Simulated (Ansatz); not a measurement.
# SnSe: the change of energy above lowest point with volume scale

Results calculated with Ansatz 0.2.0, not measured. Free energy against uniform scaling of the volume at fixed shape and fractions; periodic cell, basis, potentials, k mesh and filling as listed.

The cell before it is scaled or strained (space group Fm-3m, No. 225):
```
CELL_PARAMETERS angstrom
0.00000 3.02000 3.02000
3.02000 0.00000 3.02000
3.02000 3.02000 0.00000
ATOMIC_POSITIONS crystal
Sn 0.00000 0.00000 0.00000
Se 0.50000 0.50000 0.50000
```

Settings of every row: functional r2SCAN; dispersion none; accuracy medium; potentials norm-conserving; wave cutoff 1230 eV; density cutoff 4920 eV; k mesh 6x6x6; k shift 0x0x0; occupations fixed; smearing width 0 eV; spin none; SCF threshold exponent -6.

Limits: coarse k mesh, up to 40 meV an atom off.

| row | volume scale | V (Å³/atom) | energy above lowest point (meV/atom) |
| --- | --- | --- | --- |
| 1 | 0.9406 | 25.908 | 6.9 |
| 2 | 0.9703 | 26.726 | 0 |
| 3 | 1 | 27.544 | 0.4 |
| 4 | 1.0297 | 28.362 | ? |
| 5 | 1.0594 | 29.18 | 23.3 |

Question: what energy above lowest point should row 4 give?

Worked fit of energy above lowest point. Take u = (V_r/V)^(2/3) − 1 with V_r = 27.135 Å³ an atom, which is twice the finite (Eulerian) strain; such expansions in the strain, on which the Birch-Murnaghan equation of state is built, carry the rest volume and the bulk modulus. The shown rows have u = 0.03133, 0.01018, -0.00992, -0.04728. Least squares give energy above lowest point = −0.8 − 52.6 × u + 9649 × u² meV/atom; a straight line predicts inner rows, each left out in turn, worse (root mean square 9.4 against 0.68 meV/atom). The rows lie off it by -0.1, 0.3, -0.3, 0.0. The withheld row has u = -0.02905, so the fit gives −0.8 − 52.6 × (-0.02905) + 9649 × (-0.02905)² = 8.9 meV/atom.

The calculation gave 8.5 meV/atom. The fit lies 0.4 meV/atom (4.7 % of the value, 1.7 % of the column's range) above it; its largest miss of a shown row is 0.3 meV/atom.
